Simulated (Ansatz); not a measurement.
# TaBi: the change of energy above relaxed cell and pressure with volume per atom

Results calculated with Ansatz 0.2.0, not measured. Plane-wave density functional theory, PAW datasets, Gaussian smearing 0.05 eV: one cell in which all forces lie under 0.002 eV/angstrom; stress (xx yy zz yz xz xy) and pressure positive in compression; site moments are of spin alone; formation energy from the elements run alike, uncorrected.

Cell of the first row (space group Fm-3m, No. 225):
```
cell vectors (Å)
   0.0000     2.8327     2.8327
   2.8327     0.0000     2.8327
   2.8327     2.8327     0.0000
atoms (fractions of the cell vectors)
Ta  0.50000  0.50000  0.50000
Bi  0.00000  0.00000  0.00000
```

Settings of every row: paw set soft_2; functional PBEsol; spin treatment none; moment partition spheres; spin axis none; wave cutoff 420 eV; k mesh 10x10x10; SCF start atoms; lower state search light; symmetry use detected.

Atom first moment, atom hubbard u: 0 on all atoms.

Limits: formation energy without spin-orbit coupling on heavy elements; the cell comes from a prototype or a list of computed structures and needn't be the stable phase.

| row | volume per atom (Å³) | energy above relaxed cell (meV per atom) | pressure (GPa) | formation energy (eV per atom) |
| --- | --- | --- | --- | --- |
| 1 | 22.73 | 14.1 | 4.955 | 1.0895 |
| 2 | 23.204 | 3.4 | 2.341 | 1.0788 |
| 3 | 23.52 | 0.37 | 0.749 | 1.0758 |
| 4 | 23.637 | 0.02 | 0.187 | 1.0755 |
| 5 | 23.677 | 0 | 0.000 | 1.0754 |
| 6 | 24.151 | ? | ? | ? |
| 7 | 24.624 | 12.22 | -3.961 | 1.0877 |

Question: what energy above relaxed cell and pressure should row 6 give?

Worked fit of energy above relaxed cell. Take u = (V_r/V)^(2/3) − 1 with V_r = 23.578 Å³ an atom, which is twice the finite (Eulerian) strain; such expansions in the strain, on which the Birch-Murnaghan equation of state is built, carry the rest volume and the bulk modulus. The shown rows have u = 0.02472, 0.01072, 0.00164, -0.00166, -0.00279, -0.02852. Least squares give energy above relaxed cell = 0.145 + 105.73 × u + 18555 × u² meV per atom; a straight line predicts inner rows, each left out in turn, worse (root mean square 5.2 against 0.0081 meV per atom). The rows lie off it by 0.00, -0.01, 0.00, 0.00, 0.01, 0.00. Its lowest point lies at u = -0.0028, or V = 23.68 Å³ an atom, and the curvature there gives the bulk modulus at fixed shape and fractions, B = (4/9)(1 + u)² E″(u)/V = 111 GPa. The withheld row has u = -0.01588, so the fit gives 0.145 + 105.73 × (-0.01588) + 18555 × (-0.01588)² = 3.15 meV per atom.

The calculation gave 3.17 meV per atom. The fit lies 0.02 meV per atom (0.14 % of the column's range) below it; its largest miss of a shown row is 0.01 meV per atom.

Worked fit of pressure. Take u = (V_r/V)^(2/3) − 1 with V_r = 23.578 Å³ an atom, which is twice the finite (Eulerian) strain; such expansions in the strain, on which the Birch-Murnaghan equation of state is built, carry the rest volume and the bulk modulus. The shown rows have u = 0.02472, 0.01072, 0.00164, -0.00166, -0.00279, -0.02852. Least squares give pressure = 0.4686 + 169.345 × u + 491.8 × u² GPa; a straight line predicts inner rows, each left out in turn, worse (root mean square 0.14 against 0.0016 GPa). The rows lie off it by 0.000, 0.001, 0.001, -0.002, 0.000, 0.000. The pressure vanishes at u = -0.0028, or V = 23.68 Å³ an atom, and there the bulk modulus at fixed shape and fractions is B = −V dP/dV = (2/3)(1 + u) dP/du = 111 GPa. The withheld row has u = -0.01588, so the fit gives 0.4686 + 169.345 × (-0.01588) + 491.8 × (-0.01588)² = -2.097 GPa.

The calculation gave -2.094 GPa. The fit lies 0.003 GPa (0.034 % of the column's range) below it; its largest miss of a shown row is 0.002 GPa.

The other values of row 6: formation energy 1.0786 eV per atom.
